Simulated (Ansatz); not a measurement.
# Ligand exchange: CH4O + C2H9BN2 → H3NO + C3H10BN

Species: CH4O (methanol) `CO`, singlet; C2H9BN2 `CN(C)BN`, singlet; H3NO `NO`, singlet; C3H10BN `CBN(C)C`, singlet. The partners trade CH3 for NH2: O–CH3 and B–NH2 bonds give way to O–NH2 and B–CH3.

Shapes, held fixed at every level: PBE0-D4/def2-TZVP. Flexible molecules stand in one conformer, not always the lowest. Programs: Ansatz 0.2.0. The zero-point and thermal change to 298 K, harmonic and unscaled (PBE0-D4/def2-TZVP), is -1.9 kJ/mol.

Question: Estimate ΔH(298 K) of this reaction.

Answer: The highest level, CCSD(T)/CBS estimate, gives ΔH(298 K) = +219.1 kJ/mol; the levels span +214.4 to +239.7. The column of differences is taken from that level and isn't an error. No measured value is set beside it here. The CBS estimate extrapolates MP2 from def2-TZVPP and def2-QZVPP and adds CCSD(T) − MP2 in the triple-zeta set, cores frozen.

| level | kind | ΔH(298 K) (kJ/mol) | less CCSD(T)/CBS estimate |
| --- | --- | --- | --- |
| HF/def2-SVP | Hartree–Fock | +239.7 | +20.6 |
| r2SCAN-D4/def2-TZVPP | meta-GGA | +216.7 | -2.4 |
| B3LYP-D4/def2-TZVPP | global hybrid | +217.4 | -1.7 |
| PBE0-D4/def2-TZVPP | global hybrid | +214.4 | -4.7 |
| wB97M-V/def2-TZVPP | range-separated hybrid | +216.2 | -2.9 |
| CCSD/def2-SVP | coupled cluster or CI | +219.3 | +0.2 |
| CCSD/def2-TZVPP | coupled cluster or CI | +219.4 | +0.3 |
| CCSD(T)/CBS estimate | coupled cluster or CI | +219.1 | 0.0 |

The exchange is strongly endothermic at every level, so the reactants' pairing, carbon on oxygen and nitrogen on boron, is clearly favoured in enthalpy. Both halves of the swap point the same way. The polar C–O bond gives way to an N–O bond, which is weak because lone pairs on adjacent small atoms repel each other and the electronegativity difference is smaller. At boron, an amino group that donates its lone pair into the empty p orbital is replaced by methyl, which offers only hyperconjugation. The dimethylamino group remains and can donate more strongly once its competitor has gone, which probably softens that loss.

Hartree–Fock exaggerates the cost by 20.6 kJ/mol, whereas CCSD in the same basis comes within 0.2 kJ/mol of the reference, which suggests that missing correlation in the electron-rich N–O bond is responsible. The density functionals all fall slightly below the reference, too little to affect the conclusion. The total alone doesn't reveal how the penalty divides between the N–O and boron sides.
